\section*{The Goldstone linked-cluster theorem for the ground-state energy}

A method used for a precursor on a surface or a defect in a large cell must give two far-apart subsystems the sum of their separate energies. Otherwise adsorption and formation energies contain terms that depend only on how many electrons were included. Perturbation theory has this property in every order, by a theorem proved by Goldstone in 1957.

\subsection*{Premises and conventions}

Spin orbitals $p,q,r,s$ form a finite orthonormal basis. The Hamiltonian at fixed nuclei is $H(\lambda)=H_0+\lambda V$, physical at $\lambda=1$, with
\begin{equation}
H_0=\sum_p \epsilon_p c_p^\dagger c_p,\qquad
V=\frac14\sum_{pqrs}\langle pq\|rs\rangle\, c_p^\dagger c_q^\dagger c_s c_r-\sum_{pq}u_{pq}\,c_p^\dagger c_q .
\label{H}
\end{equation}
Here $\langle pq\|rs\rangle=\langle pq|rs\rangle-\langle pq|sr\rangle$ is the antisymmetrized Coulomb integral and $u$ is the mean field already contained in $H_0$. The reference $\Phi_0$ is the determinant of the lowest orbitals, with $n_p=1$ for occupied orbitals ($i,j$, holes), $n_p=0$ for empty ones ($a,b$, particles) and $E_0=\sum_i\epsilon_i$. We assume a gap, $\epsilon_a-\epsilon_i\ge E_g>0$, so $\Phi_0$ is nondegenerate. $E(\lambda)$ is the eigenvalue that grows out of $E_0$, and $\Psi_0$ its normalized eigenvector.

The interaction-picture evolution operator is $U(t,0)=e^{iH_0t/\hbar}e^{-iHt/\hbar}$. We set $t=-i\hbar\tau$, with $\tau>0$ in eV$^{-1}$. Real-time formulas follow from $\tau=it/\hbar$.

\subsection*{Step 1: the energy is the slope of a logarithm}

Inserting the eigenstates $\Psi_\nu$ of $H$ gives
\begin{equation}
\mathcal R(\tau)=\langle\Phi_0|e^{\tau H_0}e^{-\tau H}|\Phi_0\rangle
=\sum_\nu|\langle\Phi_0|\Psi_\nu\rangle|^2e^{-\tau(E_\nu-E_0)} .
\end{equation}
Taking out the term $\nu=0$, with $S=|\langle\Phi_0|\Psi_0\rangle|^2$,
\begin{equation}
\ln\mathcal R(\tau)=-(E-E_0)\,\tau+\ln S+\ln[1+r(\lambda,\tau)] .
\label{slope}
\end{equation}
This equation will be compared order by order in $\lambda$, which needs a justification. An isolated eigenvalue of a finite matrix and its projector are analytic in a disc around $\lambda=0$, so $E$ and $S$ (continued as the expectation value of the projector) have Taylor series. In a small enough disc the real parts of all other eigenvalues stay above that of $E$ by a fixed margin and $S$ stays away from zero, so $|r|\le Ce^{-\gamma\tau}$ uniformly, with $\gamma>0$. Cauchy's formula passes this bound to each Taylor coefficient of $\ln(1+r)$. Hence in order $\lambda^m$ the function $\ln\mathcal R$ is $-E^{(m)}\tau$ plus a constant plus a decaying rest.

\subsection*{Step 2: Dyson series}

Differentiating $U=e^{\tau H_0}e^{-\tau H}$ gives $dU/d\tau=-\lambda V(\tau)U$, with $V(\tau)=e^{\tau H_0}Ve^{-\tau H_0}$ and $U(0)=1$. Iteration yields integrals over $\tau>\tau_1>\dots>\tau_n>0$ of $V(\tau_1)\cdots V(\tau_n)$. Let $T$ put later times to the left, with a sign $-1$ for each exchange of two fermion operators. Each $V$ has an even number of them, so the $T$ product is symmetric in the times, and the ordered region is one of $n!$ equivalent parts of the cube:
\begin{equation}
\mathcal R=\sum_{n=0}^\infty\frac{(-\lambda)^n}{n!}\int_0^\tau\! d\tau_1\cdots\int_0^\tau\! d\tau_n\,\langle\Phi_0|T[V(\tau_1)\cdots V(\tau_n)]|\Phi_0\rangle .
\label{dyson}
\end{equation}
From $[H_0,c_p]=-\epsilon_pc_p$ follow $c_p(\tau)=e^{-\epsilon_p\tau}c_p$ and $c_p^\dagger(\tau)=e^{\epsilon_p\tau}c_p^\dagger$.

\subsection*{Step 3: Wick's theorem}

Each operator is of one of two kinds. $c_a$ and $c_i^\dagger$ annihilate $|\Phi_0\rangle$, while $c_a^\dagger$ and $c_i$ annihilate $\langle\Phi_0|$. For any string of $2M$ operators,
\begin{equation}
\langle A_1A_2\cdots A_{2M}\rangle=\sum_{j=2}^{2M}(-1)^j\langle A_1A_j\rangle\,\langle A_2\cdots A_{j-1}A_{j+1}\cdots A_{2M}\rangle .
\end{equation}
If $A_1$ is of the second kind, both sides vanish. If it is of the first kind, anticommute it to the right end, where it gives zero. Passing $A_j$ leaves the number $\{A_1,A_j\}$ with sign $(-1)^j$, and this number equals $\langle A_1A_j\rangle$ because $\langle A_jA_1\rangle=0$. Repeating the step expresses the expectation value as a sum over all complete pairings. Each pairing carries the parity of the permutation that makes partners adjacent, and each pair gives
\begin{equation}
\langle Tc_p(\tau)c_q^\dagger(\tau')\rangle=\delta_{pq}\,e^{-\epsilon_p(\tau-\tau')}\left[(1-n_p)\,\theta(\tau-\tau')-n_p\,\theta(\tau'-\tau)\right].
\label{line}
\end{equation}
Inside one $V$ the creators stand to the left, so a pair within one $V$ gives $-n_p$. A pairing is a diagram: each $V$ is a vertex and each pair a directed line with one orbital label. The labels are summed freely. Terms in which two lines carry the same label at the same time are included, although no determinant corresponds to them. They cancel among different pairings, because $c_p^2=0$.

\subsection*{Step 4: exponentiation}

The lines of a pairing group the vertices $1,\dots,n$ into connected blocks. A diagram with one block is called linked. Whole vertices move inside $T$ without a sign, so the vertices of each block can be gathered, and the sign is a product over blocks. The label sums of different blocks are independent because they are unrestricted, and the cube in Eq.~(\ref{dyson}) is a product of cubes. Let $\langle\cdots\rangle_L$ keep linked pairings only, and define
\begin{equation}
L_m(\tau)=\frac{(-1)^m}{m!}\int_0^\tau\! d\tau_1\cdots d\tau_m\,\langle T[V(\tau_1)\cdots V(\tau_m)]\rangle_L .
\label{Lm}
\end{equation}
The number of ways to divide $n$ labelled vertices into $k_m$ blocks of size $m$, with $\sum_m mk_m=n$, is $n!/\prod_m (m!)^{k_m}k_m!$: of the $n!$ arrangements, those that differ inside a block or by an exchange of equal-sized blocks give the same division. A block of size $m$ contributes $(-1)^mm!\,L_m$. The factors $n!$, $(m!)^{k_m}$ and $(-1)^n$ cancel, and the sum over $n$ frees the $k_m$:
\begin{equation}
\mathcal R=\prod_{m\ge1}\sum_{k_m=0}^\infty\frac{(\lambda^mL_m)^{k_m}}{k_m!}=\exp\Big[\sum_{m\ge1}\lambda^mL_m(\tau)\Big].
\label{exp}
\end{equation}

\subsection*{Step 5: the term linear in time}

Undo the symmetrization in Eq.~(\ref{Lm}): drop $1/m!$ and integrate over $\tau>\tau_1>\dots>\tau_m>0$. A linked pairing at fixed time order is a Goldstone diagram $G$. Let $s_k=\tau_k-\tau_{k+1}\ge0$ for $k=1,\dots,m-1$. By Eq.~(\ref{line}) a particle line of length $\ell$ gives $e^{-\epsilon_a\ell}$ and a hole line $-e^{+\epsilon_i\ell}$, and $\ell$ is the sum of the intervals crossed. The time dependence is thus $\prod_ke^{-\Delta_ks_k}$ with
\begin{equation}
\Delta_k=\sum_{a\,\mathrm{crossing}\,k}\epsilon_a-\sum_{i\,\mathrm{crossing}\,k}\epsilon_i .
\end{equation}
Every vertex has as many lines entering as leaving, so equal numbers of particle and hole lines cross each interval. A linked diagram has at least one line in each interval, hence at least one of each kind, and $\Delta_k\ge E_g$. Let $A_G$ be the sign times the matrix elements and prefactors of Eq.~(\ref{H}). At fixed $s_k$ the earliest time $\tau_m$ runs over a range $\tau-\sum_ks_k$. Extending the $s_k$ to infinity changes the integral by a polynomial in $\tau$ times at most $e^{-E_g\tau}$. With $\int_0^\infty e^{-\Delta s}ds=1/\Delta$ and $\int_0^\infty se^{-\Delta s}ds=1/\Delta^2$,
\begin{equation}
L_m=(-1)^m\sum_G\sum_{\mathrm{labels}}\frac{A_G}{\Delta_1\cdots\Delta_{m-1}}\Big[\tau-\sum_k\frac1{\Delta_k}\Big]+\text{decaying terms}.
\label{lin}
\end{equation}
Comparing Eqs.~(\ref{exp}) and (\ref{lin}) with Eq.~(\ref{slope}) gives $E^{(m)}=\sum_G\sum_{\mathrm{labels}}A_G\prod_k(-\Delta_k)^{-1}$. Since $-\Delta_k$ is the value of $E_0-H_0$ for the particles and holes in interval $k$, this is written, with $n=m-1$ and $\lambda=1$,
\begin{equation}
E-E_0=\sum_{n=0}^\infty\Big\langle\Phi_0\Big|V\Big[\frac1{E_0-H_0}V\Big]^n\Big|\Phi_0\Big\rangle_L .
\label{gold}
\end{equation}
The subscript is an instruction: pair by Wick's theorem, keep linked diagrams, sum labels freely, and count a repeated label twice in $\Delta_k$. No denominator vanishes. Linked terms with repeated labels (exclusion-violating terms) must be kept, since the partners that cancelled them in Step 3 are partly unlinked and now sit in the exponential. The constant in Eq.~(\ref{lin}) shows that $\ln S$ is also a sum of linked terms. In real time $\langle\Phi_0|U(t,0)|\Phi_0\rangle=\exp\sum_mL_m$, and the non-oscillating term linear in $t$ is $-i(E-E_0)t/\hbar$. The rest oscillates for real $t$ and decays along $t(1-i\eta)$, $\eta>0$.

With Hartree--Fock orbitals (the M{\o}ller--Plesset partition), $u_{pq}=\sum_i\langle pi\|qi\rangle$ and $E_0+E^{(1)}$ is the Hartree--Fock energy. The amplitude for a single excitation from $\Phi_0$ is $\sum_j\langle aj\|ij\rangle-u_{ai}=0$, so only double excitations enter the second order:
\begin{equation}
E^{(2)}=-\frac14\sum_{ijab}\frac{|\langle ij\|ab\rangle|^2}{\epsilon_a+\epsilon_b-\epsilon_i-\epsilon_j}.
\label{mp2}
\end{equation}

\subsection*{Additivity and volume scaling}

Let every orbital belong to fragment A or B, and let $V=V_A+V_B$, so that all labels of a vertex lie on one fragment. A line keeps its label from end to end, so it joins vertices of the same fragment. A linked diagram therefore lies wholly on A or wholly on B, and its $\Delta_k$ contain orbital energies of that fragment only. Hence $E^{(m)}_{AB}=E^{(m)}_A+E^{(m)}_B$ for every $m$. For identical fragments a program may return delocalized sums and differences of degenerate orbitals. Such a rotation changes neither $H_0$ nor $V$ nor $\Phi_0$, so the Taylor coefficients $E^{(m)}$ are unchanged.

In a crystal of volume $\Omega$ with Bloch orbitals normalized on $\Omega$, a two-body vertex scales as $\Omega^{-1}$, a one-body vertex as $\Omega^0$, and each conserves crystal momentum. A diagram with $m_2$ and $m_1$ such vertices has $2m_2+m_1$ lines. Each line leaves one vertex and enters one, so the conservation laws of a linked diagram sum to an identity and $m_1+m_2-1$ are independent. There remain $m_2+1$ free sums, each $\Omega\int d^3k/(2\pi)^3$, and the diagram scales as $\Omega^{m_2+1}\Omega^{-m_2}=\Omega$, provided the integrals converge. A diagram with $b$ blocks scales as $\Omega^b$.

\subsection*{Range of validity}

The reference must be a single nondegenerate determinant, and $H_0$ a one-body operator, or Wick's theorem fails. Additivity needs $H_0$ and $\Phi_0$ to separate. This holds for two closed-shell molecules and fails for a spin-restricted determinant of a bond broken into radicals. The theorem fixes each coefficient $E^{(m)}$ and says nothing on convergence at $\lambda=1$. That requires $E(\lambda)$ to be free of branch points in $|\lambda|\le1$, and the sum is the ground-state energy only if no other level has crossed below it. In a metal $E_g\to0$ as $\Omega\to\infty$, and single orders can diverge. For the electron gas the direct part of Eq.~(\ref{mp2}) at small momentum transfer $q$ has $q^{-4}$ from two Coulomb vertices, $q^2$ from two particle--hole phase spaces, $q^{-1}$ from the denominator and $q^2dq$ from the measure, which gives $\int dq/q$. Linked ring diagrams must then be summed to all orders, which is the random-phase approximation.

\subsection*{Illustration: a model water dimer at large separation}

Water is the oxidant in wet oxidation and in many atomic-layer-deposition cycles. In the model each molecule has one active electron pair, with an occupied orbital $g$ and an empty orbital $u$ of different point-group symmetry, so single excitations decouple. Two states remain, $\Phi_0=|g\bar g|$ and $\Phi_D=|u\bar u|$, a bar marking spin down. Let $J$ denote Coulomb integrals, $K$ the $g$--$u$ exchange integral of real orbitals, and $h_g,h_u$ the one-electron energies including the frozen electrons. Then $\epsilon_g=h_g+J_{gg}$, $\epsilon_u=h_u+2J_{gu}-K$, and the diagonal energies are $2h_g+J_{gg}$ and $2h_u+J_{uu}$. Their difference is $D+w$, with $D=2(\epsilon_u-\epsilon_g)$ and $w=J_{gg}+J_{uu}-4J_{gu}+2K$. Measured from $E_0+\lambda E^{(1)}$,
\begin{equation}
H(\lambda)=\begin{pmatrix}0&\lambda K\\ \lambda K&D+\lambda w\end{pmatrix},\qquad
E_c(\lambda)=\frac{D+\lambda w-\sqrt{(D+\lambda w)^2+4\lambda^2K^2}}{2}.
\end{equation}
Expanding in $\lambda$,
\begin{equation}
E^{(2)}=-\frac{K^2}{D},\qquad E^{(3)}=\frac{K^2w}{D^2},\qquad E^{(4)}=-\frac{K^2w^2}{D^3}+\frac{K^4}{D^3}.
\end{equation}
The first agrees with Eq.~(\ref{mp2}), whose four nonzero terms each have $|\langle ij\|ab\rangle|=K$. The root has branch points at $D+\lambda w=\pm2i\lambda K$, so $|\lambda_c|=D/\sqrt{w^2+4K^2}$. We take the illustrative inputs $D=60$ eV, $K=5$ eV and $w=-20$ eV. Then $|\lambda_c|=2.68$ and the series converges.

The uncoupled dimer has four states: $\Phi_0$, a double excitation on A or on B (unperturbed excitation energy $D$, shift $w$), and the quadruple with both ($2D$, $2w$). Each step on one molecule has amplitude $K$. The ordinary Rayleigh--Schr\"odinger recursion checks the theorem. With $V'=V-E^{(1)}$ and $Q=(E_0-H_0)^{-1}$ on states other than $\Phi_0$, the corrections are $|1\rangle=QV'|\Phi_0\rangle$, $|2\rangle=QV'|1\rangle$, $|3\rangle=QV'|2\rangle-E^{(2)}Q|1\rangle$, and $E^{(m+1)}=\langle\Phi_0|V'|m\rangle$. Thus
\begin{equation}
E^{(4)}=\langle V'QV'QV'QV'\rangle-E^{(2)}\langle V'Q^2V'\rangle .
\end{equation}
Collect the $K^4$ terms. Four paths pass through the quadruple (A or B excited first, A or B de-excited first), each worth $K^4/[(-D)(-2D)(-D)]$, in total $-2K^4/D^3=-5.79$ meV. These are unlinked. The second term is $(2K^2/D)(2K^2/D^2)=4K^4/D^3$. Its two A--B cross products, $+2K^4/D^3$, cancel the quadruple paths. What remains is $K^4/D^3=2.89$ meV per molecule. In Eq.~(\ref{gold}) this is the linked exclusion-violating term. A two-electron molecule has no quadruple excitation, so its formal four-particle-line and four-hole-line diagrams sum to zero. The unlinked ones must cancel $-E^{(2)}\langle V'Q^2V'\rangle=K^4/D^3$ and equal $-K^4/D^3$, so the linked ones give $+K^4/D^3$.

\begin{center}
\begin{tabular}{lrr}
\hline
model energy (eV) & monomer & dimer\\
\hline
$E^{(2)}$ & $-0.4167$ & $-0.8333$\\
$E^{(3)}$ & $-0.1389$ & $-0.2778$\\
$E^{(4)}$ & $-0.0434$ & $-0.0868$\\
sum of orders 2 to 4 & $-0.5990$ & $-1.1979$\\
diagonalization with doubles only & $-0.6155$ & $-1.2132$\\
exact diagonalization & $-0.6155$ & $-1.2311$\\
\hline
\end{tabular}
\end{center}

Every order doubles exactly (the printed digits are rounded separately). Diagonalization with doubles only omits the quadruple. Then $\Phi_0$ couples with amplitude $\sqrt2K$ to the symmetric double, and $E_c=\delta-\sqrt{\delta^2+2K^2}$ with $\delta=(D+w)/2=20$ eV, against the exact $2(\delta-\sqrt{\delta^2+K^2})$. For the dimer its error is $17.9$ meV, smaller than the $33.1$ meV of the fourth-order sum. The two errors act differently. The fourth-order one is twice the monomer's and drops out of $E_{AB}-E_A-E_B$. The other appears in full as a false repulsion of $17.9$ meV, or $207$ K in units of $k_B$, at any distance.

At finite separation $R$, without orbital overlap, $V$ gains a Coulomb coupling $V_{AB}$, and linked diagrams can span both molecules. For neutral molecules the coupling starts with the dipole--dipole term, $\propto R^{-3}$. First order gives $-2\mu^2/(4\pi\varepsilon_0R^3)$ for permanent dipoles aligned head to tail, which is $-4.3$ meV at $R=1$ nm for a typical $\mu\approx1.85$ D. Equation~(\ref{mp2}) with $i,a$ on A and $j,b$ on B has integrals $\propto R^{-3}$ between transition dipoles and gives the dispersion term $-C_6/R^6$, which is $-0.027$ meV at 1 nm for a typical $C_6\approx27$ eV\,\AA$^6$. Additivity at 1 nm therefore holds only to a few meV, and these physical terms vanish as $R\to\infty$. In the model the false repulsion outweighs the aligned-dipole attraction beyond $6.2$ \AA. All these energies are the model's. A real water molecule typically has a correlation energy near $-10$ eV, more than ten times the one-pair value. The false repulsion scales in leading order as the correlation energy times the weight $K^2/D^2$ of the doubles, so the model understates it by more than an order of magnitude as well.